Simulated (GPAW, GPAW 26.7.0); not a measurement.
# Core-hole calculations for clean Ru(0001): first-layer shift reproduced, second-layer shift too large

## What was measured

High-resolution photoemission from the Ru 3d5/2 level of a clean single crystal in ultrahigh vacuum, held below 130 K, separates the emission of the two outermost layers from that of the bulk ("Surface Core Level Shifts of Clean and Oxygen Covered Ru(0001)", 2001, arXiv:cond-mat/0102350). First-layer atoms are less strongly bound than bulk atoms by 0.366 eV, second-layer atoms more strongly bound by 0.127 eV; these two values serve as references. What is observed is a spectrum, and the shifts come from its decomposition into overlapping peaks. A second fit of the same data moves them by a few meV, which tests the fit but is not a new measurement. Later work on the clean surface ("O- and H- induced surface core level shifts on Ru(0001): Prevalence of the additivity rule", 2008, arXiv:0810.2977) agrees to within several meV.

| compared with | measured | source's wording or label | method |
| --- | --- | --- | --- |
| first-layer shift (eV) | −0.366 ± 0.01 | -366 meV (Ru 3d5/2 SCLS, clean surface, first layer S1 against bulk (positive = more strongly bound), fit strategy (i)) | high-resolution synchrotron XPS * |
| first-layer shift (eV) | −0.36 ± 0.01 | -360 meV (Ru 3d5/2 SCLS, clean surface, first layer S1 against bulk, fit strategy (ii)) | high-resolution synchrotron XPS |
| second-layer shift (eV) | 0.127 ± 0.01 | 127 meV (Ru 3d5/2 SCLS, clean surface, second layer S2 against bulk, fit strategy (ii)) | high-resolution synchrotron XPS * |
| second-layer shift (eV) | 0.125 ± 0.01 | 125 meV (Ru 3d5/2 SCLS, clean surface, second layer S2 against bulk, fit strategy (i)) | high-resolution synchrotron XPS |
| first-layer shift (eV) | −0.371 | -371 meV (Ru 3d5/2 first-layer atom S1 relative to bulk, clean surface) | high-resolution XPS |
| second-layer shift (eV) | 0.133 | 133 meV (Ru 3d5/2 second-layer atom S2 relative to bulk, clean surface) | high-resolution XPS |

Where a quantity has several values, deviations refer to the one marked *.

Conditions are those given with the value in the passage it was taken from; "not stated" means there, and the paper may say more elsewhere. The values are a selection: others may have been left out beforehand as unlike or outlying.

## Approach

I want both shifts, with their opposite signs, from differences of total energy with a screened core hole in a surface atom and in a middle-layer atom. Initial-state eigenvalues would leave out the difference in screening between surface and bulk, which the measured shift contains, so I skip them. I also skip bulk-cut atoms, because the first interlayer spacing of this surface is slightly contracted and the shifts respond to it.

The model is a seven-layer, nonmagnetic 1x1 slab in PBE with relaxed outer layers. Success means each shift within 20 % of its reference, about 0.07 eV for the first layer and 0.025 eV for the second. The first margin is a fair demand on a semilocal functional. The second is strict, since a slab whose middle is not quite bulk can use up that much, but a looser one would say little about so small a shift. The holes repeat in every surface cell; a wider lateral cell would be desirable and is not shown in this report. Thermal motion below 130 K should matter by no more than some meV.

I start with PBE at the measured lattice, then test the slab and the geometry, and set one other functional beside the result.

System: clean Ru(0001); 1x1 slab of Ru, a = 2.7058 A, c = 4.2819 A from a measured cell (COD).

On the selection of runs and values: Besides any runs that a report passes over, these were set aside when the results were gathered: 5 ended timeout; 2 planned but not run to their end in the time given.

## 1. PBE with relaxed surface layers

The measured in-plane lattice keeps the lateral spacing right while the outer layers find their own heights. I expect a clearly negative first-layer shift and a small positive second-layer one; the second is where I am less sure of the model.

**Run 1.** GPAW 26.7.0: PBE, 7 layers, 14 A vacuum, measured lattice, relaxed, core hole in the 1x1 cell, 3 inner atoms held in the relaxation; relaxation step without spin-orbit coupling on gpaw pw at 420 eV, mesh 18x18x1: atoms moved by up to 0.05 A (mesh 18x18x1, cutoff 420 eV, 7 atoms).

Key lines of the input:
```
atoms = Atoms(['Ru', 'Ru', 'Ru', 'Ru', 'Ru', 'Ru', 'Ru'],
              cell=[[2.7058, 0.0, 0.0], [1.3529, 2.343292, 0.0], [0.0, 0.0, 26.8457]],
              scaled_positions=[[0.0, 0.0, 0.737243], [0.666667, 0.666667, 0.660147], [0.0, 0.0, 0.57975], [0.666667, ...],
              pbc=(True, True, True))
params = dict(mode=PW(420),
              xc='PBE',
              kpts={'size': (18, 18, 1), 'gamma': True},
              occupations=FermiDirac(0.05),
              nbands=-8,
              maxiter=200,
              txt='gs.txt',
              mixer=Mixer(0.05, 8, 80))
hole.calc = GPAW(**{**params, 'charge': -1, 'txt': f'hole{i}.txt', 'setups': {**params.get('setups', {}), i: 'hole' + params.get('setups', {}).get(atoms[i].symbol, '')}})
out['levels'][i] = hole.get_potential_energy(force_consistent=True) + hole.calc.get_reference_energy() - e0
```

Command:
```
gpaw-setup -f PBE Ru > setup.log
gpaw-setup -f PBE --core-hole=3d,1.0 --name=hole Ru > setup.log
OMP_NUM_THREADS=1 mpirun -n 4 gpaw python run.py > run.log
```

Selected lines of the output:
```
Free energy:     -63.806662
Extrapolated:    -63.774932
[energy with the hole less without, eV] Ru 1 3d: 279.613, Ru 2 3d: 280.138, Ru 4 3d: 279.975
```

Converged; 59 min on 4 cores of Arm Neoverse V1, shared host.

| quantity | run 1 | measured | deviation |
| --- | --- | --- | --- |
| first-layer shift (eV) | −0.363 | −0.366 ± 0.01 | +0.003 |
| second-layer shift (eV) | 0.163 | 0.127 ± 0.01 | +0.036 |

The first-layer shift lies within the experimental uncertainty of its reference. The second-layer shift has the right sign but is 0.036 eV too large, which is outside the 20 % I set. The top interlayer spacing has relaxed to about 4 % less than the one below it, the contraction I wanted in the model.

Both shifts are taken against the same middle atom. If its hole energy were off, both would move together by the same amount: raising it by enough to mend the second layer would make the first-layer shift more negative by as much, still inside its margin. The middle of the slab is therefore the first suspect.

## 2. Slab thickness and electronic smearing

A thicker slab would be the proper test and is not shown in this report, so I take two layers away and see how far the shifts move. That gives a sensitivity, not a converged value. Beside it I repeat the seven-layer slab with a broader Fermi-Dirac width, because a metal's core-hole energies can depend on how the states near the Fermi level are filled. I expect thickness to matter more than smearing, and the second layer to feel it most.

**Run 2.** GPAW 26.7.0: PBE, 5 layers, measured lattice, relaxed, core hole in the 1x1 cell, 3 inner atoms held in the relaxation; relaxation step without spin-orbit coupling on gpaw pw at 420 eV, mesh 18x18x1: atoms moved by up to 0.06 A (mesh 18x18x1, cutoff 420 eV, 5 atoms).

Key lines of the input, as changed from run 1:
```diff
- atoms = Atoms(['Ru', 'Ru', 'Ru', 'Ru', 'Ru', 'Ru', 'Ru'],
-               cell=[[2.7058, 0.0, 0.0], [1.3529, 2.343292, 0.0], [0.0, 0.0, 26.8457]],
-               scaled_positions=[[0.0, 0.0, 0.737243], [0.666667, 0.666667, 0.660147], [0.0, 0.0, 0.57975], [0.666667, ...],
+ atoms = Atoms(['Ru', 'Ru', 'Ru', 'Ru', 'Ru'],
+               cell=[[2.7058, 0.0, 0.0], [1.3529, 2.343292, 0.0], [0.0, 0.0, 22.5638]],
+               scaled_positions=[[-0.0, 0.0, 0.687029], [0.666667, 0.666667, 0.594884], [0.0, 0.0, 0.5], [0.666667, ...],
```

Selected lines of the output:
```
[energy with the hole less without, eV] Ru 1 3d: 279.620, Ru 2 3d: 280.134, Ru 3 3d: 280.010
```

Converged; 21 min on 4 cores of AMD EPYC 7R43 64, shared host.

**Run 3.** GPAW 26.7.0: PBE, 7 layers, 14 A vacuum, Fermi-Dirac width 0.2 eV, core hole in the 1x1 cell, atoms relaxed first, 3 inner atoms held in the relaxation; relaxation step without spin-orbit coupling on gpaw pw at 420 eV, mesh 18x18x1: atoms moved by up to 0.03 A (mesh 18x18x1, cutoff 420 eV, 7 atoms).

Key lines of the input, as changed from run 1:
```diff
  atoms = Atoms(['Ru', 'Ru', 'Ru', 'Ru', 'Ru', 'Ru', 'Ru'],
-               scaled_positions=[[0.0, 0.0, 0.737243], [0.666667, 0.666667, 0.660147], [0.0, 0.0, 0.57975], [0.666667, ...],
+               scaled_positions=[[0.0, 0.0, 0.738088], [0.666667, 0.666667, 0.660681], [0.0, 0.0, 0.57975], [0.666667, ...],
  params = dict(mode=PW(420),
-               occupations=FermiDirac(0.05),
+               occupations=FermiDirac(0.2),
```

Selected lines of the output:
```
Free energy:     -64.259866
Extrapolated:    -63.772247
[energy with the hole less without, eV] Ru 1 3d: 279.609, Ru 2 3d: 280.096, Ru 4 3d: 279.990
```

Converged; 47 min on 4 cores of Arm Neoverse V2, shared host.

| quantity | run 2 | run 3 | measured |
| --- | --- | --- | --- |
| first-layer shift (eV) | −0.390 | −0.381 | −0.366 ± 0.01 |
| second-layer shift (eV) | 0.125 | 0.106 | 0.127 ± 0.01 |

The first-layer shift stays inside its margin in both runs. The second-layer shift does not hold still: it falls from 0.163 eV to 0.125 eV with two layers fewer and to 0.106 eV with the broader smearing. I had expected thickness to matter more, and for the second layer it is the other way round.

The hole energies show where the changes arise. In the thinner slab the two surface atoms hardly move, while the middle atom rises from 279.975 to 280.010 eV, so the reference depends on how deep the middle atom lies. With five layers that atom is a direct neighbour of the second layer, and holding three inner atoms also keeps the second layer at the bulk spacing, so this run differs in geometry as well as in thickness. With the broader smearing it is mainly the second-layer atom that changes, falling from 280.138 to 280.096 eV. That run was also relaxed anew, with the outer two atoms 0.01 to 0.02 Å further out, so part of the change may come through the geometry. The hole energies are free energies, and the gap between the free and the extrapolated energy of the slab grows from about 0.03 eV to about 0.5 eV, roughly as the square of the width. If the shift scales the same way, only a few meV of this effect remain at the narrow width, and removing them would raise the second-layer shift slightly, away from the measurement.

Both runs land within 20 % of the second-layer reference, but neither is a better model for that: one has a poorer middle, the other a broader electronic distribution than the cold crystal. A denser mesh at the narrow width would be the right test of the sampling; it is not shown in this report.

## 3. Lattice constant and a second functional

I return to seven layers and the narrow width, and let PBE use its own lattice to see what the geometry does. LDA on its own lattice, also relaxed, goes beside it, so that each functional is judged on a slab it has built itself. I expect the first-layer shift to change by a few hundredths of an eV at most, and I would not read a difference of that size in the second layer as a merit of either functional.

**Run 4.** GPAW 26.7.0: PBE, 7 layers, 14 A vacuum, PBE lattice, relaxed slab, core hole in the 1x1 cell, 3 inner atoms held in the relaxation; relaxation step without spin-orbit coupling on gpaw pw at 420 eV, mesh 18x18x1: atoms moved by up to 0.05 A (mesh 18x18x1, cutoff 420 eV, 7 atoms).

Key lines of the input, as changed from run 1:
```diff
  atoms = Atoms(['Ru', 'Ru', 'Ru', 'Ru', 'Ru', 'Ru', 'Ru'],
-               cell=[[2.7058, 0.0, 0.0], [1.3529, 2.343292, 0.0], [0.0, 0.0, 26.8457]],
-               scaled_positions=[[0.0, 0.0, 0.737243], [0.666667, 0.666667, 0.660147], [0.0, 0.0, 0.57975], [0.666667, ...],
+               cell=[[2.71025, 0.0, 0.0], [1.355125, 2.347145, 0.0], [0.0, 0.0, 26.8457]],
+               scaled_positions=[[0.0, 0.0, 0.736982], [0.666667, 0.666667, 0.66001], [0.0, 0.0, 0.579647], [0.666667, ...],
```

Selected lines of the output:
```
[energy with the hole less without, eV] Ru 1 3d: 279.611, Ru 2 3d: 280.138, Ru 4 3d: 279.975
```

Converged; 34 min on 4 cores of AMD EPYC 9R45 96, shared host.

**Run 5.** GPAW 26.7.0: LDA, 7 layers, 14 A vacuum, own relaxed lattice, relaxed slab, core hole in the 1x1 cell, 3 inner atoms held in the relaxation; relaxation step without spin-orbit coupling on gpaw pw at 420 eV, mesh 18x18x1: atoms moved by up to 0.05 A (mesh 18x18x1, cutoff 420 eV, 7 atoms).

Key lines of the input, as changed from run 1:
```diff
  atoms = Atoms(['Ru', 'Ru', 'Ru', 'Ru', 'Ru', 'Ru', 'Ru'],
-               cell=[[2.7058, 0.0, 0.0], [1.3529, 2.343292, 0.0], [0.0, 0.0, 26.8457]],
-               scaled_positions=[[0.0, 0.0, 0.737243], [0.666667, 0.666667, 0.660147], [0.0, 0.0, 0.57975], [0.666667, ...],
+               cell=[[2.663002, 0.0, 0.0], [1.331501, 2.306227, 0.0], [0.0, 0.0, 26.8457]],
+               scaled_positions=[[0.0, 0.0, 0.732827], [0.666667, 0.666667, 0.657176], [0.0, 0.0, 0.57826], [0.666667, ...],
  params = dict(mode=PW(420),
-               xc='PBE',
+               xc='LDA',
```

Command:
```
gpaw-setup -f LDA Ru > setup.log
gpaw-setup -f LDA --core-hole=3d,1.0 --name=hole Ru > setup.log
OMP_NUM_THREADS=1 mpirun -n 4 gpaw python run.py > run.log
```

Selected lines of the output:
```
[energy with the hole less without, eV] Ru 1 3d: 279.851, Ru 2 3d: 280.372, Ru 4 3d: 280.200
```

Converged; 40 min on 4 cores of Intel Xeon 6975P-C (Granite Rapids), shared host.

| quantity | run 4 | run 5 | measured |
| --- | --- | --- | --- |
| first-layer shift (eV) | −0.364 | −0.349 | −0.366 ± 0.01 |
| second-layer shift (eV) | 0.163 | 0.172 | 0.127 ± 0.01 |

PBE's own lattice is only 0.004 Å wider in the plane than the measured one, and neither shift changes by more than 0.001 eV. LDA, on a lattice about 0.04 Å narrower than the measured one, moves the first-layer shift by 0.014 eV and the second by 0.009 eV from the first PBE run. Both cells were relaxed at a moderate fixed cutoff and may differ somewhat from the converged cells of their functionals; for PBE the run shows only that so small a step from the measured lattice does not matter.

Both functionals meet the first-layer target and miss the second-layer one, on the same side. The two differ by less than the changes that came with a thinner slab or a broader smearing, so I do not read the second-layer miss as a fault of PBE, nor rank the functionals by it.

## 4. Plane-wave cutoff

The basis is the next setting to check at the PBE level on which I shall judge. A higher cutoff would be the better test and is not shown in this report, so I lower the cutoff by about a third, relaxing the atoms again. Much of the basis error should cancel between holes in the same element, and I expect the shifts to move by less than they did with thickness. A small change would make the cutoff an unlikely source of the second-layer miss, without proving the basis converged.

**Run 6.** GPAW 26.7.0: PBE, 7 layers, 14 A vacuum, cutoff at 65 % of the usual, core hole in the 1x1 cell, atoms relaxed first, 3 inner atoms held in the relaxation; relaxation step without spin-orbit coupling on gpaw pw at 273 eV, mesh 18x18x1: atoms moved by up to 0.06 A (mesh 18x18x1, cutoff 273 eV, 7 atoms).

Key lines of the input, as changed from run 1:
```diff
  atoms = Atoms(['Ru', 'Ru', 'Ru', 'Ru', 'Ru', 'Ru', 'Ru'],
-               scaled_positions=[[0.0, 0.0, 0.737243], [0.666667, 0.666667, 0.660147], [0.0, 0.0, 0.57975], [0.666667, ...],
+               scaled_positions=[[0.0, 0.0, 0.736986], [0.666667, 0.666666, 0.659911], [0.0, 0.0, 0.57975], [0.666667, ...],
- params = dict(mode=PW(420),
+ params = dict(mode=PW(273),
```

Selected lines of the output:
```
[energy with the hole less without, eV] Ru 1 3d: 279.756, Ru 2 3d: 280.289, Ru 4 3d: 280.117
```

Converged; wall time 24 min.

| quantity | run 6 | measured | deviation |
| --- | --- | --- | --- |
| first-layer shift (eV) | −0.361 | −0.366 ± 0.01 | +0.005 |
| second-layer shift (eV) | 0.172 | 0.127 ± 0.01 | +0.045 |

With the lower cutoff the three hole energies rise by about 0.14 to 0.15 eV over those of run 1, but nearly in step, so the first-layer shift changes by 0.002 eV and the second-layer shift by 0.009 eV. Both changes are smaller than those found with the thinner slab, and the second-layer shift moves away from the measured value.

The cutoff is therefore an unlikely source of the second-layer miss, though a test towards looser settings cannot show that the basis at the usual cutoff is converged. The response to thickness remains the larger uncertainty.

## All runs against the measurement

| run | settings | first-layer shift (eV) | deviation | second-layer shift (eV) | deviation | cost |
| --- | --- | --- | --- | --- | --- | --- |
| 1 | PBE, 7 layers, 14 A vacuum, measured lattice, relaxed, mesh 18x18x1: atoms moved by up to 0.05 A (mesh 18x18x1, cutoff 420 eV, 7 atoms) | −0.363 | +0.003 | 0.163 | +0.036 | 4 core-h |
| 2 | PBE, 5 layers, measured lattice, relaxed, mesh 18x18x1: atoms moved by up to 0.06 A (mesh 18x18x1, cutoff 420 eV, 5 atoms) | −0.390 | −0.024 | 0.125 | −0.002 | 85 core-min |
| 3 | PBE, 7 layers, 14 A vacuum, Fermi-Dirac width 0.2 eV, atoms relaxed first | −0.381 | −0.015 | 0.106 | −0.021 | 3.1 core-h |
| 4 | PBE, 7 layers, 14 A vacuum, PBE lattice, relaxed slab, mesh 18x18x1: atoms moved by up to 0.05 A (mesh 18x18x1, cutoff 420 eV, 7 atoms) | −0.364 | +0.002 | 0.163 | +0.036 | 2.2 core-h |
| 5 | LDA, 7 layers, 14 A vacuum, own relaxed lattice, relaxed slab, mesh 18x18x1: atoms moved by up to 0.05 A (mesh 18x18x1, cutoff 420 eV, 7 atoms) | −0.349 | +0.017 | 0.172 | +0.045 | 2.7 core-h |
| 6 | PBE, 7 layers, 14 A vacuum, cutoff at 65 % of the usual, atoms relaxed first, relaxation step without spin-orbit coupling on gpaw pw at 273 eV | −0.361 | +0.005 | 0.172 | +0.045 | 1.6 core-h |
|  | measured | −0.366 ± 0.01 |  | 0.127 ± 0.01 |  |  |

Further runs on the same system, made beside this series (convergence steps with loose settings among them):

| further | settings | first-layer shift (eV) | deviation | second-layer shift (eV) | deviation | cost |
| --- | --- | --- | --- | --- | --- | --- |
| F1 | PBE, 7 layers, 8 A vacuum, core hole in the 1x1 cell, atoms relaxed first, 3 inner atoms held in the relaxation, mesh 18x18x1: atoms moved by up to 0.05 A (mesh 18x18x1, cutoff 420 eV, 7 atoms) | −0.363 | +0.003 | 0.163 | +0.036 | 1.7 core-h |
| F2 | PBE, 7 layers, 14 A vacuum, another k-point mesh, core hole in the 1x1 cell, atoms relaxed first, 3 inner atoms held in the relaxation | −0.356 | +0.010 | 0.170 | +0.043 | 90 core-min |
| F3 | LDA, 7 layers, 14 A vacuum, measured lattice, bulk-cut atoms, core hole in the 1x1 cell (mesh 18x18x1, cutoff 420 eV, 7 atoms) | −0.410 | −0.044 | 0.126 | −0.001 | 2.2 core-h |
|  | measured | −0.366 ± 0.01 |  | 0.127 ± 0.01 |  |  |

## Conclusion

The seven-layer PBE slab at the measured lattice meets the target for the first layer and misses it for the second. The first-layer shift is 0.003 eV from its reference; the second-layer shift has the right sign but is 0.036 eV, or 28 %, too large, and it misses against the later measurement too. The run took 4 core-hours.

The first-layer pass is sound, since every run stays within 20 %. Agreement to a few meV is partly fortuitous: the thinner slab alone moves this shift from −0.363 to −0.390 eV.

The thickness and smearing runs mattered most. They lower the second-layer shift from 0.163 eV to 0.125 and 0.106 eV. The response to thickness is as large as the miss, so I cannot charge the miss to PBE. If the response to smearing shrinks as the square of the width, as the slab's free-energy gap does, only a few meV remain at the narrow width and it does not excuse the miss. That scaling is assumed for the shift, not shown, part of the change may come through the new relaxation, and a denser mesh at the narrow width is not shown in this report. Both runs land within the target, but in my reading by chance, through a poorer middle layer and an artificially broad electronic distribution. LDA on bulk-cut atoms also hits the second layer, without the surface contraction; once relaxed on its own lattice, LDA overshoots as PBE does.

A thinner vacuum changes next to nothing, and neither does the slightly wider lattice relaxed in PBE, which need not be PBE's converged cell. The lower cutoff and another k-point mesh move the second-layer shift by under 0.01 eV, both away from experiment. Neither proves convergence, but neither points to the cause. Thermal motion, at some meV, is too small to be it.

An error in the middle-layer reference could account for the second layer and still leave the first within its margin. That is a conjecture, which a thicker slab would test; it needs the middle hole energy to rise with thickness, whereas from five to seven layers it fell. The holes repeated in every surface cell are the other open point, of unknown sign and size here.

[Logs are printed without paths, hosts, clocks, repeated set-up lines and the standing remarks that a program may print on its own settings, such as how far it seeks lower states.]

[The runs shown are a pick from a larger set of finished runs; failed, doubtful and other runs were left out of it ahead of writing. So were measured values far from every level or from commonly accepted values, and agreement can look better than it is. Lines of input and output are excerpts and may be shortened.]
